# Plasmon dispersion of a charged Fermi liquid in three dimensions

At long wavelength the plasmon of a uniform electron gas obeys $\omega^2=\omega_p^2+Bq^2+O(q^4)$. We derive $B$ from the Landau kinetic equation. At each **Predict** mark, commit to an answer before reading on.

## 1. Premises and conventions

Electrons of mass $m$ and density $n=k_F^3/3\pi^2$ move in a rigid, uniform positive background (jellium), unpolarised and at $T=0$. Set $p_F=\hbar k_F$, $v_F=p_F/m$, $E_F=p_F^2/2m$, $a_B=4\pi\epsilon_0\hbar^2/me^2$ and $n^{-1}=\tfrac{4\pi}{3}(r_sa_B)^3$.

1. Quasiparticles have velocity $v^*=p_F/m^*$ at the Fermi surface. Their density of states for both spins is $N^*=m^*k_F/\pi^2\hbar^2=3nm^*/p_F^2$.
2. Following Silin, the long-range Coulomb field is split off as a self-consistent potential $V(q)\,\delta\rho$, with $V(q)=e^2/\epsilon_0q^2$ and $\delta\rho$ the change of number density. What remains is a local and instantaneous interaction, whose spin-symmetric part defines $F(\cos\gamma)=N^*f^s=\sum_lF_l^sP_l(\cos\gamma)$, with $\gamma$ the angle between two momenta. The superscript $s$ is dropped until the result.
3. Collisions are negligible, $\omega\tau\gg1$.
4. The system is Galilean invariant, so the particle current equals the momentum density divided by $m$.

One abbreviation is used throughout: $g_l=1+F_l/(2l+1)$.

## 2. The linearised kinetic equation

Without collisions the distribution $n_{\mathbf p}(\mathbf r,t)$ flows along the trajectories of the local quasiparticle energy $\varepsilon_{\mathbf p}(\mathbf r,t)$:

$$\partial_tn_{\mathbf p}+\nabla_{\mathbf p}\varepsilon\cdot\nabla_{\mathbf r}n_{\mathbf p}-\nabla_{\mathbf r}\varepsilon\cdot\nabla_{\mathbf p}n_{\mathbf p}=0 .$$

Write $n_{\mathbf p}=n^0+\delta(\varepsilon^0-\mu)\,\nu(\hat{\mathbf p})$ and $\varepsilon=\varepsilon^0+\delta\varepsilon$, so that $\nu$ is the displacement of the Fermi surface in energy units. Since $\nabla_{\mathbf p}n^0=-\mathbf v^*\delta(\varepsilon^0-\mu)$, the linear terms give $\partial_t\nu+\mathbf v^*\cdot\nabla(\nu+\delta\varepsilon)=0$. For a wave $e^{i(\mathbf q\cdot\mathbf r-\omega t)}$, with $x=\hat{\mathbf p}\cdot\hat{\mathbf q}$ and $s=\omega/v^*q$,

$$s\,\nu(x)=x\,[\nu(x)+\delta\varepsilon(x)] .$$

A longitudinal mode is symmetric about $\mathbf q$, so $\nu=\sum_l\nu_lP_l(x)$ and $\delta\rho=N^*\nu_0$. The addition theorem gives $\int\frac{d\Omega'}{4\pi}P_l(\cos\gamma)P_{l'}(x')=\delta_{ll'}P_l(x)/(2l+1)$, and therefore

$$\nu+\delta\varepsilon=\sum_l\tilde g_l\,\nu_lP_l(x),\qquad \tilde g_0=g_0+N^*V(q),\qquad \tilde g_{l}=g_l\ \ (l\ge1).$$

The Coulomb field acts as one extra contribution to $F_0$, which diverges as $1/q^2$.

## 3. Moment equations

**Predict.** Multiplication by $x$ mixes Legendre components. Which components feed $\nu_l$, and does $F_1$ appear in the equation for the density?

The recurrence $xP_l=[(l+1)P_{l+1}+lP_{l-1}]/(2l+1)$ couples only neighbours. Collecting the coefficient of $P_l$,

$$s\,\nu_l=\frac{l}{2l-1}\,\tilde g_{l-1}\nu_{l-1}+\frac{l+1}{2l+3}\,\tilde g_{l+1}\nu_{l+1},$$

and the first four lines are

$$s\nu_0=\tfrac13g_1\nu_1,\qquad s\nu_1=\tilde g_0\nu_0+\tfrac25g_2\nu_2,\qquad s\nu_2=\tfrac23g_1\nu_1+\tfrac37g_3\nu_3,\qquad s\nu_3=\tfrac35g_2\nu_2+\tfrac49g_4\nu_4 .$$

The first line, multiplied by $N^*v^*q$, reads $\omega\,\delta\rho=qj$ with $j=N^*v^*g_1\nu_1/3$. This is the continuity equation, and $F_1$ enters it through the current. The momentum density is $N^*p_F\langle x\nu\rangle=N^*p_F\nu_1/3$, where the bracket is the angular average. Premise 4 demands $v^*g_1=p_F/m$, that is

$$\frac{m^*}{m}=g_1=1+\frac{F_1}{3}.$$

## 4. The gap

**Predict.** Keep only the Coulomb term in the second line. Does the plasma frequency contain $m$ or $m^*$?

Inserting $\nu_0=g_1\nu_1/3s$ gives $s^2=g_1N^*V/3$, or $\omega^2=v^{*2}q^2g_1N^*V/3$. Now $v^{*2}N^*/3=n/m^*$, and $g_1/m^*=1/m$, so

$$\omega_p^2=\frac{ne^2}{\epsilon_0m}.$$

The bare mass appears, because the backflow factor $g_1$ cancels the mass renormalisation. At $q\to0$ the whole liquid slides rigidly against the background, and internal forces cannot affect that motion.

## 5. Power counting and the result

Because $\omega\to\omega_p$ as $q\to0$, $s\simeq\omega_p/v^*q$ is large and $1/s$ is the expansion parameter.

**Predict.** We want $s^2$ up to terms of order $s^0$, since $v^{*2}q^2s^0$ is the $q^2$ term. May $\nu_2$ be dropped, as in hydrodynamics? May $\nu_3$?

Count powers with $\nu_0\sim1$. The first line gives $\nu_1\sim s$, the third $\nu_2\sim\nu_1/s\sim1$, the fourth $\nu_3\sim1/s$. In the second line $g_2\nu_2$ is of the same order as $g_0\nu_0$, so $\nu_2$ must stay. In the third line $\nu_3$ is smaller than $\nu_1$ by $1/s^2$ and may be dropped at this order. To see the size of what is lost, keep it once. The fourth line gives $\nu_3=3g_2\nu_2/5s$ up to relative order $s^{-2}$, and then

$$\nu_2=\frac{2g_1\nu_1}{3s}\left[1-\frac{9g_2g_3}{35s^2}\right]^{-1}.$$

Insert $\nu_0$ and $\nu_2$ into the second line, multiply by $s/\nu_1$ and expand:

$$s^2=\tfrac13\tilde g_0g_1+\tfrac4{15}g_1g_2+\frac{12}{175}\frac{g_1g_2^2g_3}{s^2}+O(s^{-4}).$$

Multiplying by $v^{*2}q^2$ gives the result,

$$\boxed{\omega^2=\omega_p^2+v^{*2}q^2\left(1+\frac{F_1^s}{3}\right)\left[\frac{1+F_0^s}{3}+\frac4{15}\left(1+\frac{F_2^s}{5}\right)\right]+O(q^4)}$$

No parameter with $l\ge3$ enters the $q^2$ term. With all $F_l=0$ only the mean Coulomb field acts, which is the random-phase approximation (RPA), and $B=(\tfrac13+\tfrac4{15})v_F^2=\tfrac35v_F^2$. Dropping $\nu_2$ would have left $\tfrac13v_F^2$.

## 6. Bulk plus shear

**Predict.** A solid has longitudinal sound speed $c_L^2=(K+\tfrac43G)/nm$. Which moduli $K$ and $G$ reproduce $B$?

Stretch the liquid along $\mathbf q$ by $1+\eta$, faster than collisions can act. Momentum components along $\mathbf q$ shrink by $1/(1+\eta)$, so the Fermi radius changes by $-\eta p_Fx^2$ and $\nu=-\eta v^*p_F(\tfrac13+\tfrac23P_2)$. The short-range energy density at second order is $\tfrac12N^*\langle\nu(\nu+\delta\varepsilon)\rangle=\tfrac12N^*\sum_lg_l\nu_l^2/(2l+1)$. With $N^*v^{*2}p_F^2=3nm^*v^{*2}$ this is

$$\tfrac12\eta^2\,nm^*v^{*2}\left[\tfrac13g_0+\tfrac4{15}g_2\right]=\tfrac12\eta^2\left(K+\tfrac43G\right),\qquad K=\tfrac13nm^*v^{*2}g_0,\qquad G=\tfrac15nm^*v^{*2}g_2 .$$

The $l=0$ part is the static bulk modulus, since $K=n^2\,d\mu/dn=n^2g_0/N^*$. The $l=2$ part is the energy of a Fermi surface deformed at constant volume, which collisions would relax. Dividing by $nm$ returns $B=(K+\tfrac43G)/nm$.

Using $v^{*2}g_1=v_F^2/g_1$, the coefficient can be rearranged exactly:

$$\frac{B}{v_F^2}=\frac35+\frac1{g_1}\left[\frac13\left(F_0-\frac{F_1}{3}\right)+\frac4{15}\left(\frac{F_2}{5}-\frac{F_1}{3}\right)\right].$$

Only differences of Landau parameters shift $B$ from the RPA value.

## 7. Landau parameters at high density

Define the coupling $\lambda=1/\pi k_Fa_B=0.1659\,r_s$. At first order the interaction is exchange between parallel spins, $f_{\sigma\sigma'}=-\delta_{\sigma\sigma'}V(|\mathbf k-\mathbf k'|)$, so $f^s=-V/2$. On the Fermi surface $|\mathbf k-\mathbf k'|^2=2k_F^2(1-y)$ with $y=\cos\gamma$, and

$$F(y)=-\frac{mk_F}{2\pi^2\hbar^2}\,\frac{e^2}{2\epsilon_0k_F^2(1-y)}=-\frac{\lambda}{1-y},\qquad \frac{F_l}{2l+1}=\frac12\int_{-1}^1F(y)P_l(y)\,dy .$$

**Predict.** Every $F_l$ diverges logarithmically at $y=1$. Does $B$?

All $P_l(1)=1$, so the divergence cancels in differences. With $P_0-P_1=1-y$ and $P_2-P_1=-\tfrac12(3y+1)(1-y)$,

$$F_0-\frac{F_1}3=-\frac\lambda2\int_{-1}^1dy=-\lambda,\qquad \frac{F_2}5-\frac{F_1}3=\frac\lambda4\int_{-1}^1(3y+1)\,dy=+\frac\lambda2 .$$

Screening cuts off the divergence in $g_1$ and leaves $g_1=1+O(\lambda\ln\lambda)$, so the prefactor $1/g_1$ changes $B$ only at order $\lambda^2\ln\lambda$. To first order,

$$\frac{B}{v_F^2}=\frac35-\frac\lambda3+\frac{2\lambda}{15}=\frac35\left(1-\frac\lambda3\right).$$

Exchange softens the bulk modulus and stiffens the shear modulus, and the first effect wins.

## 8. Range of validity

**Wave vector.** The moment expansion needs $v^*q\ll\omega_p$, which also keeps the mode far above the particle-hole continuum. The first neglected term from section 5 is $\tfrac{12}{175}v_F^4q^4/\omega_p^2$ for $F_l=0$. The semiclassical equation also misses the recoil. In the RPA the pair energy is $\hbar\Delta=\hbar^2(\mathbf k\cdot\mathbf q+q^2/2)/m$ and the mode condition is $1=(V/\hbar)\sum_{\mathbf k\sigma}n^0_{\mathbf k}\,2\Delta/(\omega^2-\Delta^2)$, with the sum taken per unit volume. Expanding in $1/\omega^2$, the leading shift of $\omega^2$ is $\langle\Delta^3\rangle/\langle\Delta\rangle=\tfrac35v_F^2q^2+\hbar^2q^4/4m^2$, averaged over the Fermi sphere. Recoil thus begins at $q^4$.

**Temperature.** For free electrons at any temperature the same ratio is $2t\,q^2/m$ at order $q^2$, with $t$ the kinetic energy per particle. The Sommerfeld expansion multiplies $t$, and so the RPA coefficient, by $1+\tfrac{5\pi^2}{12}(T/T_F)^2$, with $k_BT_F=E_F$.

**Frequency.** Premise 2 treats $f^s$ as instantaneous and takes it from the low-energy limit, which requires $\hbar\omega\ll E_F$. The mode frequency cannot be chosen small.

**Predict.** Express $(\hbar\omega_p/E_F)^2$ through $\lambda$.

From $\omega_p^2=4\hbar^2k_F^3/3\pi m^2a_B$ one finds $(\hbar\omega_p/E_F)^2=16\lambda/3$, or $\hbar\omega_p/E_F=0.9405\sqrt{r_s}$. The condition holds only for $r_s\ll1$, where the differences of Landau parameters are themselves small. At the typical metallic values $r_s\approx2$ to $6$ it fails, and the boxed formula is uncontrolled there. Even at small $r_s$ the screened part of $f^s$ is retarded on the time scale of the mode, because the Thomas-Fermi wave vector $q_{TF}^2=N^*e^2/\epsilon_0$ of the free gas obeys $v_Fq_{TF}=\sqrt3\,\omega_p$ at every density. The condition $\hbar\omega_p\ll E_F$ is therefore necessary for the formula with full Landau parameters, and the terms of order $\lambda^2$ are not guaranteed by the derivation above.

The first-order term stands on firmer ground, for two reasons.

First, it follows from the time-dependent Hartree-Fock equation for the pair amplitude $\delta n_{\mathbf k}$,

$$\hbar\omega\,\delta n_{\mathbf k}=(\varepsilon_{\mathbf k+\mathbf q/2}-\varepsilon_{\mathbf k-\mathbf q/2})\,\delta n_{\mathbf k}-(n^0_{\mathbf k+\mathbf q/2}-n^0_{\mathbf k-\mathbf q/2})\,\delta\varepsilon_{\mathbf k},$$

which contains the Coulomb interaction completely at first order. The bare interaction is instantaneous. Expanding the two differences to first order in $q/k_F$ gives the equation of section 2 with the $F(y)$ of section 7, and the ratio $\hbar\omega/E_F$ is never assumed small.

Second, the opposite limit $\hbar\omega\gg E_F$ can be worked out. The many-body wave function then has no time to rearrange and is carried along with the strain $\eta$. Let $t$ be the kinetic and $u$ the exchange-correlation potential energy per particle of the interacting ground state. One third of $t$ scales as $(1+\eta)^{-2}$, and each $1/r$ in the isotropic pair average is multiplied by $[1+(2\eta+\eta^2)x^2]^{-1/2}$, with $x$ now the direction cosine of the pair vector. The $\eta^2$ coefficients are $t$ and $\langle-\tfrac12x^2+\tfrac32x^4\rangle u=\tfrac2{15}u$. The restoring force on a displacement wave is the second derivative of the energy with respect to $\eta$, so

$$B_\infty=\frac1m\left(2t+\frac4{15}u\right).$$

At first order $t=\tfrac35E_F$ and $u$ is the exchange energy $-\tfrac{3}{4\pi}\hbar^2k_F/ma_B=-\tfrac34\lambda mv_F^2$. Then $B_\infty/v_F^2=\tfrac35-\tfrac\lambda5$, identical to section 7. The first-order term is the same at both ends of the frequency axis, and frequency dependence begins with correlation.

The size of correlation can be estimated from the high-density expansion of the correlation energy per particle, $\epsilon_c\simeq A\ln r_s+C$. As inputs we use its known coefficient $A=(1-\ln2)\hbar^2/\pi^2ma_B^2=0.846$ eV and the approximate constant $C\approx-1.28$ eV. In units where lengths scale with $r_s$ the energy is $r_s^{-2}$ times a function of the coupling $r_s$. The Hellmann-Feynman theorem then gives $u_c=r_s^{-1}\,d(r_s^2\epsilon_c)/dr_s=2\epsilon_c+A$ and $t_c=\epsilon_c-u_c=-\epsilon_c-A$. At low frequency only the bulk part is accessible this way. Since $\ln r_s=-\tfrac13\ln n+\text{const}$, $K_c=n^2\,d^2(n\epsilon_c)/dn^2=-nA/3$, which shifts $B/v_F^2$ by $-(1-\ln2)\lambda^2/3$. These estimates set a scale and are not bounds, since the value at $\omega_p$ need not lie between the two limits. The kinetic equation also gives a sharp mode, whereas decay into several pairs gives the plasmon a width at order $q^2$.

## 9. Numbers for jellium at $r_s=0.5$

| quantity | value |
|---|---|
| $n$ | 12.89 Å$^{-3}$ |
| $k_F$ | 7.253 Å$^{-1}$ |
| $E_F$ | 200.4 eV |
| $T_F$ | $2.33\times10^6$ K |
| $\hbar v_F$ | 55.27 eV Å |
| $\hbar\omega_p$ | 133.3 eV |
| $\hbar\omega_p/E_F$ | 0.665 |
| $\omega_p/v_F$ | 2.41 Å$^{-1}$ |
| $\lambda$ | 0.0829 |

**Predict.** The ratio 0.665 is not small. How much of the boxed formula can be kept?

The RPA part and the first-order part can be kept. In $B/v_F^2$ the bulk shift is $-0.028$ and the shear shift $+0.011$, in total $-0.017$. This lowers $B$ by 2.8 per cent, to $B/v_F^2=0.583$. For correlation, $\epsilon_c=-1.87$ eV, $t_c=1.02$ eV and $u_c=-2.89$ eV. The high-frequency shift is $(2t_c+\tfrac4{15}u_c)/2E_F=+0.003$, and the low-frequency bulk shift is $-0.0007$. The larger of these is 0.19 of the exchange shift, so the third digit of 0.583 is uncertain by a few units. Relativistic corrections have relative size $(v_F/c)^2=8\times10^{-4}$ and lie below that level. The model gives $\hbar^2B=1.78\times10^3$ eV$^2$ Å$^2$, against $1.83\times10^3$ eV$^2$ Å$^2$ in the RPA.

For $q=0.3$ Å$^{-1}$ the contributions to $(\hbar\omega)^2$ are:

| term | eV$^2$ |
|---|---|
| gap | 17771 |
| RPA $q^2$ term | 165 |
| exchange, first order | $-4.6$ |
| correlation scale, high-frequency limit | 0.9 |
| two $q^4$ terms | 0.4 |

The $q^4$ coefficients are 36.0 and 14.5 eV$^2$ Å$^4$ for the moment and recoil terms, and the exchange shift is 50.7 eV$^2$ Å$^2$ in magnitude. The $q^4$ terms catch up with the exchange shift at $q=1.0$ Å$^{-1}$, only 0.14 of $k_F$, so the exchange effect can be isolated only well below that value. In the form $\hbar\omega=\hbar\omega_p+\alpha\hbar^2q^2/m$, one has $\alpha=mB/2\hbar\omega_p$, which is $3E_F/5\hbar\omega_p=0.90$ in the RPA and 0.88 with exchange. At $q=0.3$ Å$^{-1}$ the plasmon lies 0.62 eV above $\hbar\omega_p$ in the RPA and 0.60 eV above it with exchange, a difference of 17 meV.

The same coupling is reached in heavily doped n-type GaAs at low temperature, if the conduction band is modelled as jellium with the typical band mass $0.067\,m$ and the typical high-frequency dielectric constant 10.9. The effective Bohr radius is 8.61 nm, and $r_s=0.5$ means $n=3.0\times10^{18}$ cm$^{-3}$, $k_F=0.446$ nm$^{-1}$, $E_F=113$ meV, $T_F=1.3\times10^3$ K and $\hbar\omega_p=75$ meV. All dimensionless results carry over, and the model gives $\hbar^2B=0.150$ eV$^2$ nm$^2$ against 0.154 eV$^2$ nm$^2$ in the RPA.

These are the model's numbers, and three neglected effects rival or exceed the exchange shift of 2.8 per cent. At 77 K the thermal factor raises $B$ by 1.4 per cent. Optical phonons with typical energies $\hbar\omega_L\approx36$ meV and $\hbar\omega_T\approx33$ meV multiply the lattice dielectric constant by $(\omega^2-\omega_L^2)/(\omega^2-\omega_T^2)$, which lowers it by 4.5 per cent at $\omega_p$. Finally the band is not parabolic. With $E(1+\beta E)=E_0(k)$, where $E_0$ is the parabolic energy, and a typical $\beta\approx0.6$ eV$^{-1}$, the squared velocity at $k_F$ is divided by $(1+2\beta E)^2=1+4\beta E_F=1.27$. The moment equations with $F_l=0$ still give $B=\tfrac35v^2$ and $\omega_p^2\propto N^*v^2\propto v$ at fixed $k_F$. This lowers $B$ by 21 per cent and $\hbar\omega_p$ by 6 per cent, to 71 meV. The parabolic model therefore overestimates the dispersion coefficient of the doped crystal by several times the exchange shift.